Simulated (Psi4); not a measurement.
A ladder of methods for ZrH2S2F2 (SMILES [F][Zr]([F])([SH])[SH])

ZrH2S2F2 has 7 atoms, charge 0, and is taken as a singlet. SMILES: `[F][Zr]([F])([SH])[SH]`. Geometry: optimised at PBE0/def2-TZVP. This is one conformer, not always the lowest.

```xyz
7

F    -0.2090   -2.0365   -0.7070
Zr    0.1162   -0.3755    0.1341
F     1.0967   -0.5521    1.7420
S    -1.9437    0.7938    0.6924
S     1.3218    1.0047   -1.4707
H    -1.4786    0.9979    1.9414
H     1.6663   -0.0983   -2.1659
```

Each level gives the dipole moment (D). The values are calculated.

```json
{"level": "PBE-D4/def2-TZVPP (density fitting, core potential)", "kind": "GGA", "program": "Psi4", "value (D)": "0.48", "CPU time": "90 s"}
{"level": "r2SCAN-D4/def2-TZVPP (density fitting, core potential)", "kind": "meta-GGA", "program": "Psi4", "value (D)": "0.54", "CPU time": "5.1 min"}
{"level": "B3LYP-D4/def2-TZVPP (density fitting, core potential)", "kind": "global hybrid", "program": "Psi4", "value (D)": "0.40", "CPU time": "96 s"}
{"level": "PBE0-D4/def2-TZVPP (density fitting, core potential)", "kind": "global hybrid", "program": "Psi4", "value (D)": "0.46", "CPU time": "1.7 min"}
{"level": "wB97M-V/def2-TZVPP (density fitting, core potential)", "kind": "range-separated hybrid", "program": "Psi4", "value (D)": "0.56", "CPU time": "5.7 min"}
```

The values span 0.40 to 0.56 D. Magnitudes only. Times are those of the runs behind each value, whatever else they computed, on shared processors of several kinds: orders of magnitude only.

All five functionals give ZrH2S2F2 a small dipole, although its Zr–F and Zr–S bonds are strongly and moderately polar. The reason is probably cancellation. In this roughly tetrahedral, formally d0 Zr(IV) molecule, the fluorine pair and the thiolate pair pull electron density in opposing directions. The S–H hydrogens also lean towards the fluorine side, where their partial positive charge should offset some of the excess polarity of the Zr–F bonds.

A small residue of large opposing terms is sensitive to slight shifts in metal–ligand charge transfer, so a modest absolute spread becomes a sizeable relative one. The values do not follow the functional class: PBE and PBE0 nearly coincide at 0.48 and 0.46 D, while the two global hybrids differ more from each other, with B3LYP lowest at 0.40 D. Exact exchange alone therefore does not explain the ordering. The results support a weakly polar molecule in this geometry, but without a correlated wavefunction or experimental reference they do not show which functional is most accurate.
